An electron at distance $r$ from the nucleus scatters X-rays in phase with the centre of the atom only while $qr$ is small, $q$ being the momentum transfer in inverse length. Averaged over directions its amplitude is $j_0(qr)=\sin(qr)/qr$, which is down to one half at $qr\approx1.9$ and to zero at $qr=\pi$. The 76 electrons of Ir⁺ lie in shells of 2, 8, 18, 32, 15 and 1 for $n=1$ to 6, at radii that run from about 0.02 bohr to about 3 bohr. They therefore drop out of the coherent sum one shell after another, over two decades of $q$. With $s=\sin\theta/\lambda$, where $2\theta$ is the scattering angle and $\lambda$ the wavelength, $q=4\pi s$, and $s=1$ Å⁻¹ is $q=6.65$ bohr⁻¹. The sizes to keep in mind follow from this. The valence electrons have largely lost their coherence by $s\approx0.3$ Å⁻¹, half of the whole amplitude is gone by about 0.7 Å⁻¹, and at 6 Å⁻¹ some 5 % is left.

X-ray form factor and Waller-Hartree incoherent scattering function of Ir⁺ ([Xe] 4f14 5d7 6s1), from the spherical density of a Dirac-Fock average-of-configuration calculation with Radial Dirac-Fock and Kohn-Sham solver 3. The nucleus is finite, with an rms radius of 5.4032 fm, and the ion is enclosed in a Watson sphere of charge −1 e and radius 2.7 Å.

| sin theta over lambda (Å⁻¹) | form factor (e) | incoherent function (e) |
| --- | --- | --- |
| 0 | 76.00 | 0 |
| 0.05 | 75.06 | 1.135 |
| 0.10 | 72.54 | 3.688 |
| 0.15 | 69.09 | 6.452 |
| 0.20 | 65.27 | 9.053 |
| 0.25 | 61.46 | 11.53 |
| 0.30 | 57.81 | 13.91 |
| 0.35 | 54.41 | 16.21 |
| 0.40 | 51.26 | 18.43 |
| 0.45 | 48.36 | 20.56 |
| 0.50 | 45.70 | 22.59 |
| 0.60 | 40.98 | 26.27 |
| 0.70 | 36.90 | 29.43 |
| 0.80 | 33.31 | 32.16 |
| 0.90 | 30.13 | 34.59 |
| 1.0 | 27.33 | 36.83 |
| 1.1 | 24.88 | 38.92 |
| 1.2 | 22.79 | 40.89 |
| 1.4 | 19.54 | 44.50 |
| 1.6 | 17.28 | 47.75 |
| 1.8 | 15.68 | 50.65 |
| 2.0 | 14.42 | 53.18 |
| 2.5 | 11.76 | 57.98 |
| 3.0 | 9.370 | 61.25 |
| 3.5 | 7.479 | 63.66 |
| 4.0 | 6.194 | 65.56 |
| 5.0 | 4.858 | 68.36 |
| 6.0 | 4.108 | 70.28 |

The first column is $s$. The form factor $f$ is the coherent amplitude in units of the scattering of one electron,

$$f(q)=\int\rho(r)\,j_0(qr)\,4\pi r^2\,dr ,$$

with $\rho$ the spherical Dirac-Fock density. The incoherent function $S$ is the effective number of electrons that scatter inelastically. Both have fixed limits. At $q=0$ every electron is in phase and none receives momentum, so $f=N=76$ and $S=0$, as in the first row. At very large $q$ the limits are exchanged, $f\to0$ and $S\to N$. Between them $f$ falls and $S$ rises from each row to the next. The two curves are not mirror images, however. The form factor passes $N/2=38$ between the rows 0.60 and 0.70, whereas $S$ reaches 38 only between 1.0 and 1.1, and at the last row it still lacks $76-70.28=5.72$ electrons.

The small-angle limit is fixed by one number. Expanding $j_0(x)=1-x^2/6+x^4/120-\dots$ gives

$$f\approx N-\frac{q^2}{6}\sum_i\langle r^2\rangle_i ,$$

and the same calculation gives the sum as 52.539 bohr². At $s=0.05$ Å⁻¹, $q=0.05\times6.65=0.3325$ bohr⁻¹ and $q^2=0.1106$ bohr⁻². The loss is $0.1106\times52.539/6=0.97$ and $f\approx75.03$, against 75.06 in the table. Nothing is fitted here, but the sum and the form factor come from one density, so the agreement shows consistency and says nothing of how good that density is. The remainder has the positive sign of the $x^4$ term and grows fast: 0.41 e at 0.10 and 4.76 e at 0.20, where the parabola overstates the true loss of 10.73 e by more than 40 %. It fails early because $r^2$ weights the few outer electrons heavily. The root mean square radius of all electrons is $\sqrt{52.539/76}=0.83$ bohr, yet an electron at 3 bohr has $qr\approx4$ at $s=0.20$. Its amplitude has nearly stopped falling there while the parabola goes on subtracting. The turn of the curve itself comes mainly from the $n=5$ shell, not from the single 6s electron. The magnetic form factor of the same calculation, read as that of the 5d orbital, has $\langle r^2\rangle=3.1888$ bohr², so seven such electrons make up 22.3 of the 52.5 bohr², at a root mean square radius of 1.8 bohr. The function $j_0$ falls fastest at $qr\approx2.1$, which for that radius is $s\approx0.18$. Accordingly the slope $df/ds$ is steepest, about $-76$ e Å, between 0.15 and 0.25, and weakens in every later interval to $-0.75$ e Å in the last.

These first rows are where the setting of the calculation matters most. The ion is surrounded by a sphere of charge $-1$ e. By electrostatics such a sphere adds a constant to the potential energy of an electron inside it and a term that falls as $1/r$ outside, so relative to a free ion the outer region is made cheaper and the outermost tail, chiefly 6s, can spread. That argues for a somewhat larger $\sum\langle r^2\rangle$ and a somewhat faster initial fall than in free Ir⁺; the shift was not computed, but the sphere's radius, 2.7 Å or 5.1 bohr, lies well outside the 6s radius of about 3 bohr, so it should be small. The density is also a spherical average over the configuration $5d^76s^1$. It is not that of the ground level and carries no aspherical 5d scattering, which would show in the range below about 1 Å⁻¹ where the 5d electrons still contribute.

The opposite simplification ignores shells altogether. In the Thomas-Fermi model the electrons form a local Fermi gas with Fermi momentum $k_F(r)=\sqrt{2Z\phi/r}$ and density $k_F^3/3\pi^2$ (atomic units), where the screening function $\phi$ obeys $\phi''=\phi^{3/2}/\sqrt{x}$ in the variable $x=r/b$. The only length is $b=\tfrac12(3\pi/4)^{2/3}Z^{-1/3}$, about 0.21 bohr for $Z=77$, so that for neutral atoms $f/Z$ is a universal function of $sZ^{-1/3}$. Solved for $Z=77$ and 76 electrons, with no adjustable constant, the model reproduces the tabulated $f$ with a root mean square error of 5.6 % over the rows with $s>0$. The envelope of the curve, a fall by a factor of 18, thus needs no more than electrostatics and the Pauli principle. Its errors have a pattern. The tail of its density is too diffuse, with $\sum\langle r^2\rangle=77.3$ bohr² against 52.5, and its $f$ is 4 to 5 % below the table from 0.25 to 0.80. It is also 10 % low at 2.5 Å⁻¹ and 15 % low at the last row, for two reasons that the table does not separate: the gas lacks the shoulders of the tabulated curve, and it lacks the relativistic contraction of the inner shells, which raises $f$ increasingly with $s$ and is probably the larger part at the last row.

The irregular rows are those from about 1.2 Å⁻¹ on. Because the rows are unevenly spaced and $f$ spans more than a decade, the useful measure is the logarithmic slope $d\ln f/d\ln s$ between neighbouring rows; for example $\ln(14.42/15.68)/\ln(2.0/1.8)=-0.80$. This slope steepens without a break from zero to about $-1.0$ between 1.1 and 1.4. It then relaxes to $-0.80$ between 1.8 and 2.0, steepens again to $-1.46$ between 3.0 and 3.5, and relaxes to $-0.92$ in the last interval. The rounding of the table moves these slopes by 0.006 at most, so the swings are properties of the computed curve, although the wide intervals at large $s$ blur their position and height. The last two intervals are too wide to place the second shoulder, and its slackest point may well lie inside the last one. The Thomas-Fermi slope steepens steadily from $-0.07$ to $-1.34$, on its way to the $-3/2$ that its $r^{-3/2}$ density near the nucleus implies, and it shows no swing at all. This comparison shows that a density with a single length scale of this kind cannot give the shoulders. Their cause is standard: shell structure, that is, preferred radii in $\rho$.

A model with shells and little else makes the cause concrete. Each subshell $nl$ is given the density of a hydrogenic orbital with charge

$$Z_{\rm eff}=Z-c\,\sigma_{nl},$$

where $\sigma_{nl}$ is the screening constant from Slater's rules and $c$ is one factor common to all subshells. The form factor is the sum over subshells of occupation times the $j_0$ transform of each normalised density. Minimising the sum of squared relative errors in $f$ over all rows gives $c=0.796$ and a root mean square error of 4.1 %. The factor only repairs the mismatch between Slater's constants and hydrogenic functions with nodes, and it has no meaning of its own. The model's $\sum\langle r^2\rangle$ is 51.1 bohr², within 3 % of the calculated 52.5; the value of $c$ that matches this sum exactly is 0.802. The sum was not itself fitted, but the small-angle rows were, and errors in 5d and 6s can cancel in a total, so this is a modest check.

One subshell shows how the scales arise. For 3d, Slater's rules count the 18 electrons of the inner groups fully and the nine other 3d electrons at 0.35, so $\sigma=18+9\times0.35=21.15$ and $Z_{\rm eff}=77-0.796\times21.15=60.2$. The hydrogenic mean radius is $\langle r\rangle=[3n^2-l(l+1)]/2Z_{\rm eff}=21/(2\times60.2)=0.17$ bohr. The amplitude halves at $q\approx1.9/0.17\approx11$ bohr⁻¹, or $s\approx1.6$ Å⁻¹. The full transforms of the model put the halving points of the shells $n=6,5,4,3,2$ near $s=0.1$, 0.2, 0.6, 1.6 and 4 Å⁻¹, a factor of 2 to 3 apart. The K shell has the closed form $2/[1+(q/2Z)^2]^2$; at the last row $q=39.9$ bohr⁻¹, $(39.9/154)^2=0.067$, and about 1.8 of its two electrons still scatter coherently. These shell-by-shell values belong to the fitted model and are rough guides to the Dirac-Fock ion.

It would be wrong to picture $f$ as a staircase with treads at 28, 10 and 2 electrons. The shells are so broad, and their halving points so close, that each begins to fall before the next outer one has finished, and the shoulders in the table lie near $f\approx15$ and $f\approx4$ to 5. The behaviour of $j_0$ explains what a shoulder is. A thin shell of radius $R$ contributes $j_0(qR)$, which crosses zero at $qR=\pi$, reaches its minimum at $qR\approx4.5$ and climbs back to zero at $2\pi$. A thick shell damps the dip, but its descent still ends near $qR\approx4.5$. The logarithmic slope of the total should then be steepest while a well-filled shell is losing the last of its amplitude, at $qR$ between 3 and 4, when the total by which the loss is divided has become small. It should be slackest near $qR\approx6$, when that shell no longer falls. The model puts the $n=4$ shell at roughly 0.45 bohr. The first steep stretch, $s\approx1.2$, then has $qR\approx3.6$, and the first shoulder, $s\approx1.9$, has $qR\approx5.7$. With the $n=3$ shell at roughly 0.18 bohr, the second steep stretch near 3.25 has $qR\approx3.9$ and the last interval, centred on 5.5, has $qR\approx6.6$. The second pair of features sits at about 2.7 to 2.9 times the $s$ of the first, and the ratio of the radii is about 2.5. On this argument the first shoulder marks the end of the 32 electrons of $n=4$ and the second the end of the 18 of $n=3$. After that the model leaves about two electrons' worth each from K and L to make up the 4.108 of the last row. The assignment rests on the model's radii, not on a decomposition of the Dirac-Fock density.

The shell model gives both swings, and it exaggerates them. Its logarithmic slope runs to $-1.17$, back to $-0.64$ and on to $-1.79$, against $-1.01$, $-0.80$ and $-1.46$ in the table, and the first two turning points come one row early. It also hesitates between 0.35 and 0.50, which leaves its $f$ 5 % high at 0.60 and 0.70, where the table shows no such pause. In the table the end of the $n=5$ shell makes no shoulder of its own. Theory makes that plausible, since only 15 electrons are involved, 5s and 5p lie well inside 5d, and the 32 electrons of $n=4$ are by then in full descent. A possible reason for the exaggeration, which is a guess, is that the model crowds 4s, 4p, 4d and 4f into nearly one radius, so that they dephase more nearly together than the self-consistent orbitals do. From 3.0 Å⁻¹ on the model is low at every row, by 5 to 11 % of the tabulated value. It is non-relativistic while $Z\alpha\approx0.56$, and the relativistic contraction of s and p$_{1/2}$ orbitals would raise $f$ at large $q$. The sign fits, but the cause is untested, and part of this misfit is simply the overdone swing.

The incoherent function obeys a different condition. In Waller-Hartree theory for a determinant of spin orbitals,

$$S=N-\sum_{i,j}|f_{ij}|^2,\qquad f_{ij}=\langle i|e^{i\mathbf q\cdot\mathbf r}|j\rangle ,$$

averaged over the direction of $\mathbf q$, with both indices running over occupied orbitals. By completeness $S$ is the summed probability that the kick $e^{i\mathbf q\cdot\mathbf r}$ carries an electron into an empty state. The terms $i=j$ remove the chance that it stays where it is, and the terms $i\neq j$ remove transitions into orbitals of the same spin that are already filled. If only the diagonal terms counted, two things would follow. At small $q$, $1-f_{ii}^2\approx2(1-f_{ii})$, so $S\approx2(N-f)$. And wherever every $f_{ii}$ lies between 0 and 1, $f_{ii}^2\le f_{ii}$, so $N-S\le f$. The table contradicts both. At 0.05, $2(76-75.06)=1.88$ while $S=1.135$, a ratio of 0.60. From 0.15 on, $N-S$ exceeds $f$ at every row: 39.17 against 27.33 at 1.0, and 5.72 against 4.108 at 6.0. Negative $f_{ii}$ of dephased orbitals loosen the second bound, so it is no strict proof. The shell model, whose amplitudes are free to go negative, points the same way: its sum of squared spherical amplitudes covers only about half of $N-S$ at 1.0 and about a third at 6.0. Pauli blocking between orbitals, together with the non-spherical parts of p, d and f orbitals, carries a large share of the deficit. At small $q$ the blocked terms are the dipole elements $q^2|\langle i|z|j\rangle|^2$ between filled neighbours such as 5s and 5p or 4d and 4f.

The Fermi gas gives the blocking in closed form. A kick $q$ displaces the Fermi sphere, and the fraction of it that lands outside the original sphere is $g(y)=\tfrac32y-\tfrac12y^3$ with $y=q/2k_F$, equal to 1 for $y\ge1$. This explains the lag of $S$ behind $f$. Coherence is lost when $q$ exceeds the inverse radius, but blocking is lifted only when $q$ exceeds the momenta of the electrons. For a hydrogenic shell $r$ is 1 to 1.5 times $n^2/Z_{\rm eff}$ and the momentum is $Z_{\rm eff}/n$. The amplitude halves at $q\approx1.9/r$, and $g$ reaches one half at $y\approx0.35$, or $q\approx0.7k_F$. Taking that momentum for $k_F$, a rough step, makes the ratio of the two scales about $0.4n$ to $0.55n$, some 1.5 to 2 for the dominant shell $n=4$, and the table's half-way points, near 0.67 and 1.05 Å⁻¹, differ by a factor of about 1.6. A shell with many electrons is blocked well after it has dephased because its electrons fill momentum space out to values well above the inverse of its radius.

Integrating $g(q/2k_F(r))$ over the Thomas-Fermi density gives an $S$ without parameters. It lies above the table at every row with $s>0$, by 259 % of the tabulated value at 0.05, 10.5 % at 1.0 and 1.0 % at 6.0. The small-angle failure is one of principle. A gas has excitations of arbitrarily small energy and $g$ starts linearly in $q$, while for bound electrons $e^{i\mathbf q\cdot\mathbf r}\approx1+i\mathbf q\cdot\mathbf r$ makes $S$ start as $q^2$; between 0.05 and 0.10 the table's $S$ grows by $3.688/1.135=3.2$, nearer 4 than 2. The too diffuse tail adds to the error. At the last row 1.0 % of $S$ is 0.7 e, so the model's deficit is about 5.0 against 5.72, good to roughly an eighth. In this picture only regions with $k_F>q/2\approx20$ bohr⁻¹ are still blocked, which means the deep interior where the K, L and M electrons move. The approach of $S$ to its limit is also smoother than the fall of $f$: the logarithmic slope of $N-S$ steepens from each interval to the next, with no swing. The rise of $S$ is steepest between 0.10 and 0.15, at $(6.452-3.688)/0.05=55$ e Å, and slows in every later interval, as suits a quantity governed by broad, overlapping momentum distributions and built from squares that cannot change sign.

The same scales allow a guess at neighbouring cases. Adding or removing valence electrons changes $f(0)$ and the curvature but should leave $f$ nearly untouched beyond roughly 0.5 Å⁻¹, since the $n=5$ and 6 amplitudes have mostly decayed there. $S$, by contrast, should change there by up to one unit per electron, because its limit is $N$. One more proton raises the effective charge of the $n=3$ shell by about one part in sixty, so the outer shoulder should move to larger $s$ by about 2 %, and the inner one by slightly more because its $Z_{\rm eff}$ is smaller. In a lighter element without the 4f shell both features should lie at smaller $s$, and the one due to $n=4$ should be weaker.

Comparison with a measurement needs care at the two ends of the curve. At small angles $S$ depends on how electrons avoid each other, and a single-configuration calculation leaves out Coulomb correlation, which matters most there. At large angles $\sin\theta\le1$ demands $\lambda\le1/s$, so the last row needs photons of at least 74.4 keV, close to the iridium K edge at roughly 76 keV (a rough recalled value). There the anomalous-dispersion terms, which $f$ as defined above omits, are important. Waller-Hartree theory also sums over all final states without regard to energy. The recoil energy of a free electron at the last row is $q^2/2\approx800$ hartree, about 22 keV, well below the K binding energy, and photons below the edge cannot ionise the K shell at all, so whatever that shell adds to $S$ in this theory is not available to them.
